Question: Why is the "apparent" band-gap narrowing negative in an n+ InGaAs contact layer?

My device simulator writes n·p = nie² = ni² exp(ΔEg,app/kT). For an n-In0.53Ga0.47As cap doped to 1×10¹⁹ cm⁻³ I expected gap narrowing to push nie above ni, yet with Fermi-Dirac statistics switched on, ΔEg,app comes out negative. How is ΔEg,app related to the real shrinkage of the gap, where does the Fermi integral enter, and how far can the formula be trusted in this material?

Answer

ΔEg,app is not a gap. It is kT times the logarithm of n·p/ni², and it holds two terms of opposite sign: the real shrinkage ΔEg, which raises n·p, and the filling of the majority band, which lowers it. With a light conduction mass the second term wins easily.

1. Premises and conventions

(a) Uniform n-type crystal in equilibrium at temperature T, with one Fermi level EF. k is Boltzmann's constant.

(b) Rigid shift. Doping moves each band as a whole and leaves its shape alone. Ec and Ev are the edges of the doped crystal, and Ec − Ev = Eg0 − ΔEg, with Eg0 the undoped gap and ΔEg > 0 for narrowing.

(c) Parabolic, isotropic conduction band of mass m, spin degeneracy 2. Step 7 lifts this premise.

(d) Electrons may be degenerate. Holes are not: EF − Ev ≫ kT. Their effective density of states Nv is that of the undoped crystal.

(e) ni is the intrinsic density of the undoped crystal at the same T, with Eg0 ≫ kT.

The reduced Fermi level η = (EF − Ec)/kT is counted from the shifted edge. The Fermi integral is the normalised one,

F½(η) = (2/√π) ∫₀^∞ x^(1/2) dx / [1 + exp(x − η)].   (1)

If your tables omit the factor 2/√π, it has to be restored inside every logarithm below; kT ln(2/√π) is 3.1 meV at 300 K.

2. Majority carriers

A sphere of radius q in wave-vector space holds 2·(4πq³/3)/(2π)³ = q³/(3π²) states per volume. With E − Ec = ħ²q²/2m this count is (2m/ħ²)^(3/2) (E − Ec)^(3/2)/(3π²), and its derivative is the density of states

g(E) = (1/2π²)(2m/ħ²)^(3/2) (E − Ec)^(1/2).

Multiply by the Fermi function, integrate, and put x = (E − Ec)/kT:

n = (1/2π²)(2mkT/ħ²)^(3/2) ∫₀^∞ x^(1/2) dx/[1 + exp(x − η)].

Define Nc = 2(mkT/2πħ²)^(3/2) = (2mkT/ħ²)^(3/2)/(4π^(3/2)). The prefactor above is then (2/√π)Nc, so

n = Nc F½(η).   (2)

The shift of Ec does not appear in (2). For given n, a rigid shift carries EF along with the edge and η stays fixed.

3. Minority carriers and the reference

A valence state at energy E is empty with probability 1/[1 + exp((EF − E)/kT)]. By (d) the exponential dominates for all E ≤ Ev, so the probability is exp(−(EF − E)/kT), and the integral over the valence band gives

p = Nv exp(−(EF − Ev)/kT).   (3)

Split the exponent at the conduction edge: EF − Ev = (EF − Ec) + (Ec − Ev) = ηkT + Eg0 − ΔEg. Then

p = Nv exp(−Eg0/kT) exp(ΔEg/kT) exp(−η).   (4)

In the undoped crystal ΔEg = 0 and η is large and negative. The 1 in the denominator of (1) drops out, and since ∫₀^∞ x^(1/2) e^(−x) dx = √π/2, F½ → e^η. The product of (2) and (4) then loses η:

ni² = Nc Nv exp(−Eg0/kT).   (5)

4. The product

Multiply (2) by (4) and use (5):

n·p = ni² exp(ΔEg/kT) F½(η) exp(−η).

Define nie² = n·p and define ΔEg,app by nie² = ni² exp(ΔEg,app/kT). Taking logarithms,

ΔEg,app = ΔEg + kT ln[F½(η) exp(−η)].   (6)

With (2) and the definition of η the same result reads

ΔEg,app = ΔEg − (EF − Ec) + kT ln(n/Nc).   (7)

The sign of the second term in (6) follows from an identity. With f = 1/[1 + exp(x − η)],

e^(−η) f = 1/(e^x + e^η) = e^(−x)(1 − f),

so

F½(η) e^(−η) = (2/√π) ∫₀^∞ x^(1/2) e^(−x) (1 − f) dx.   (8)

The weight (2/√π) x^(1/2) e^(−x) integrates to one. The factor is therefore the probability that a conduction state is empty, averaged over a Boltzmann distribution. It lies between 0 and 1 and falls as η rises, because 1/(e^x + e^η) does so for every x. Hence ΔEg,app < ΔEg always. The physical reason is the exclusion principle: to hold n electrons the Fermi level must climb higher than Boltzmann statistics would require, and every extra kT of climb costs the hole density a factor e.

Note also that nie depends on n through both η and ΔEg. The relation n·p = nie² keeps the form of a mass-action law, but the right side is no longer a constant of the material.

5. Weak degeneracy

For η < 0 expand f = Σ (−1)^(j+1) exp(−j(x − η)), j = 1, 2, …, a geometric series that converges for all x ≥ 0. Each term integrates to e^(jη)/j^(3/2), so

F½ e^(−η) = 1 − e^η/2^(3/2) + e^(2η)/3^(3/2) − …

To first order e^η = n/Nc, and

ΔEg,app ≈ ΔEg − kT n/(√8 Nc).   (9)

At n = 0.1 Nc and 300 K the correction is 0.9 meV, so below that density apparent and real narrowing practically coincide.

6. Strong degeneracy

Integrate (1) by parts. The boundary term x^(3/2) f vanishes at both ends, which leaves

F½(η) = (4/(3√π)) ∫₀^∞ x^(3/2) (−∂f/∂x) dx.

The kernel −∂f/∂x = 1/[4 cosh²(u/2)], u = x − η, is even in u, has width of order one, unit area and second moment π²/3. For η ≫ 1 the lower limit u = −η can be moved to −∞ at the price of exponentially small terms. Expand x^(3/2) about η (the Sommerfeld expansion). Odd powers of u integrate to zero. The second derivative is (3/4)η^(−1/2), so the quadratic term gives (1/2)(3/4)(π²/3) η^(−1/2) = (π²/8) η^(−1/2):

F½(η) = (4η^(3/2)/(3√π)) [1 + π²/(8η²) + O(η⁻⁴)].   (10)

Insert this in (6), with kTη = EF − Ec:

ΔEg,app → ΔEg − (EF − Ec) + kT ln[4η^(3/2)/(3√π)],   η ≫ 1.   (11)

The first omitted term is +kT π²/(8η²). At 300 K the full difference between (6) and (11) is 1.3 meV at η = 5 and smaller beyond.

To write the limit in terms of n, let EF0 = (ħ²/2m)(3π²n)^(2/3) be the zero-temperature filling and η0 = EF0/kT, which satisfies n/Nc = 4η0^(3/2)/(3√π). Equating this with (10) gives η = η0[1 + π²/(8η²)]^(−2/3) ≈ η0 − π²/(12η0), and (7) becomes

ΔEg,app ≈ ΔEg − EF0 + kT ln(n/Nc) + (π²/12)(kT)²/EF0.   (12)

The term EF0 is the band filling that also drives the Burstein-Moss shift of the absorption edge. It grows as n^(2/3), and the exchange part of ΔEg grows only as n^(1/3) (step 8), so at high enough density filling outruns exchange. The logarithm gives part of the filling back, because a Boltzmann gas of the same density would already need EF − Ec = kT ln(n/Nc). Only the excess above that level counts as apparent widening.

7. Nonparabolic conduction band

When EF − Ec is a sizeable fraction of the gap, premise (c) fails, but (7) survives. For any rigidly shifted g(E) define Nc* = ∫ g(E) exp(−(E − Ec)/kT) dE. The undoped crystal has n = Nc* e^η, so ni² = Nc* Nv exp(−Eg0/kT). Equation (4) made no use of the conduction-band shape. Multiplying it by n,

ΔEg,app = ΔEg − (EF − Ec) + kT ln(n/Nc*).   (13)

Only the link between n and EF changes. For the Kane form ε(1 + αε) = ħ²q²/2m, ε = E − Ec, the state count is q³/(3π²) with q from this relation. Differentiating it and setting b = αkT,

n = Nc (2/√π) ∫₀^∞ [x(1 + bx)]^(1/2) (1 + 2bx) f dx.   (14)

Replacing f by e^(−x) gives Nc*/Nc. To first order in b the integrand factor is x^(1/2)(1 + 5bx/2), and the Boltzmann average of x is 3/2, so Nc* ≈ Nc(1 + 15b/4). At T = 0 the Fermi wave vector kF = (3π²n)^(1/3) is the same as in the parabolic band, so the filling εF solves εF(1 + αεF) = EF0:

εF = [√(1 + 4αEF0) − 1]/(2α).   (15)

8. Range of validity

The sizes quoted here use the inputs of step 9 and a typical static dielectric constant εr ≈ 13.9, for which a = e²/(4πε0εr) = 0.1036 eV·nm; kF = 0.6665 nm⁻¹.

Statistics. (6) needs nondegenerate holes. In the example EF − Ev = 0.97 eV, so this is safe. (11) needs η above about 5 for accuracy near 1 meV, and (9) needs n ≪ Nc.

Ionisation. η follows from the free-electron density n, not from the dopant density. The donor Bohr radius is εr(m0/m) × 0.0529 nm = 17.9 nm, so n^(1/3) times that radius is 3.9, far above the Mott value of about 0.25. There are no bound donor levels, and n equals the active donor density less any compensating acceptors.

Band shape. (6), (11) and (12) need α(EF − Ec) ≪ 1. Here it is not small, the parabolic filling is too large by more than 0.1 eV, and (13) with (14) must be used.

Upper valleys. With the L minima typically about 0.5 eV above Γ, the Boltzmann factor at the Kane Fermi level is 4×10⁻⁴. For an L-valley effective density of order 10¹⁹ cm⁻³ their share of the electrons is below 10⁻³. At several times this doping they begin to fill and must be added to g(E).

Rigidity. The unscreened exchange self-energy of an electron gas, −∫d³q′/(2π)³ · 4πa/|q − q′|² over the Fermi sphere, equals −2a·kF/π = −44 meV at the band bottom and −a·kF/π = −22 meV at the Fermi surface. Screening flattens this, so 22 meV is a generous measure of how far the shift departs from rigid, but it is not small against ΔEg. By (3), p depends on EF − Ev alone. The ΔEg that belongs in (6) or (13) is therefore the lowering of the electron levels at the Fermi surface plus the rise of the valence edge. A shrinkage defined between the two band extrema is a different number.

Band tails. Random donors give the holes a potential energy U(r) of zero mean. Classically (3) is multiplied by ⟨exp(−U/kT)⟩, which for a Gaussian of variance σ² is exp(σ²/2(kT)²) and adds σ²/2kT to ΔEg,app. For screened centres u = a·exp(−r/λ)/r at density N, σ² = N∫u² d³r = 2πNa²λ. The Thomas-Fermi length follows from λ⁻² = 4πa·dn/dEF with dn/dEF = (3/2) n (1 + 2αεF)/EF0 = 0.0627 nm⁻³eV⁻¹, which gives λ = 3.5 nm. For N = n, σ = 49 meV and σ²/2kT = 46 meV. Within linear screening this is an upper estimate, for two reasons. First, for donors placed at random the classical average has the logarithm N∫(e^(−w) − 1 + w) d³r with w = u/kT ≥ 0, since donors repel holes, and e^(−w) − 1 + w ≤ w²/2; with Nλ³ = 0.43 the Gaussian limit is far from reached. Second, the quantum partition function does not exceed the classical one (Golden-Thompson inequality). On the electron side the same fluctuations lower EF by only about σ²n″/(2n′) = 4 meV, primes meaning derivatives with respect to EF. The tail term can still rival the exchange term. In practice it is lumped into ΔEg, which then depends on T and on compensation.

Reference. ΔEg,app is defined relative to the chosen ni. A value taken from one source has to be used with that source's ni, and it must not be fed into a Fermi-Dirac simulation as if it were ΔEg, since the degeneracy term would be counted twice.

Bias. With quasi-Fermi levels the same steps give n·p = nie² exp((EFn − EFp)/kT). nie keeps its equilibrium value only in low injection, where n and hence η are unchanged.

9. Numbers for n-In0.53Ga0.47As at 1×10¹⁹ cm⁻³ and 300 K

Inputs, all typical or approximate: m ≈ 0.041 m0, α ≈ 1.2 eV⁻¹, Eg0 ≈ 0.74 eV, Nv ≈ 7.7×10¹⁸ cm⁻³. The lumped rigid shift is an assumed ΔEg = 70 meV. Tenths of a meV are carried only to make the sums traceable.

Common quantities: kT = 25.85 meV, Nc = 2.083×10¹⁷ cm⁻³, n/Nc = 48.00, EF0 = 412.8 meV, η0 = 15.97.

Parabolic band. Solving F½(η) = 48.00 gives η = 15.92 and EF − Ec = 411.5 meV, which is 1.3 meV below EF0 as (12) predicts. With kT ln(n/Nc) = 100.1 meV, the degeneracy term is 100.1 − 411.5 = −311.4 meV, and

ΔEg,app = 70 − 311.4 = −241.4 meV, nie/ni = 0.0094.

The asymptotic form (11) differs from this by 0.13 meV, so the large-η limit itself is harmless. The weak point is the band shape.

Kane band. b = 0.0310. The integral gives Nc*/Nc = 1.119 (first order: 1.116), so Nc* = 2.332×10¹⁷ cm⁻³ and n/Nc* = 42.88. Equation (15) gives εF = 302.8 meV, and solving (14) at 300 K gives η = 11.56 and EF − Ec = 299.0 meV. With kT ln(n/Nc*) = 97.2 meV, the degeneracy term is 97.2 − 299.0 = −201.8 meV, and

ΔEg,app = 70 − 201.8 = −131.8 meV, nie/ni = 0.078.

The parabolic band places EF too high by 112.5 meV, more than the whole assumed ΔEg, and so underestimates p by a factor of 78 relative to the Kane band.

Absolute densities in the Kane model: ni = 8.2×10¹¹ cm⁻³, nie = 6.4×10¹⁰ cm⁻³ and p = nie²/n = 4×10² cm⁻³. The plain law ni²/n would give 6.6×10⁴ cm⁻³. Using ΔEg alone with Boltzmann statistics would raise that further by exp(70 meV/kT) = 15 and overshoot the model's p by a factor of 2.5×10³.

Sensitivity. From εF(1 + αεF) = EF0 one has dεF/dα = −εF²/(1 + 2αεF), with 1 + 2αεF = 1.727, so a change of 0.2 eV⁻¹ in α moves the filling by 11 meV. ΔEg enters linearly: 30 meV changes n·p by a factor of 3.2 and nie by 1.8.

The model's result is thus ΔEg,app ≈ −0.13 eV, with nie a little under a tenth of ni. The nonparabolic band was taken because it represents the typical behaviour of this alloy at such a density, and the parabolic one does not. The weak input is ΔEg. As typical knowledge, the parametrisations in use for n-InGaAs near 10¹⁹ cm⁻³ scatter from several tens of meV to 0.1 eV or more, so the real layer's nie may differ from the model's by a factor of about two, upward if the larger shifts apply. The negative sign your simulator reports would reverse only if the lumped shift exceeded the degeneracy term of about 0.20 eV.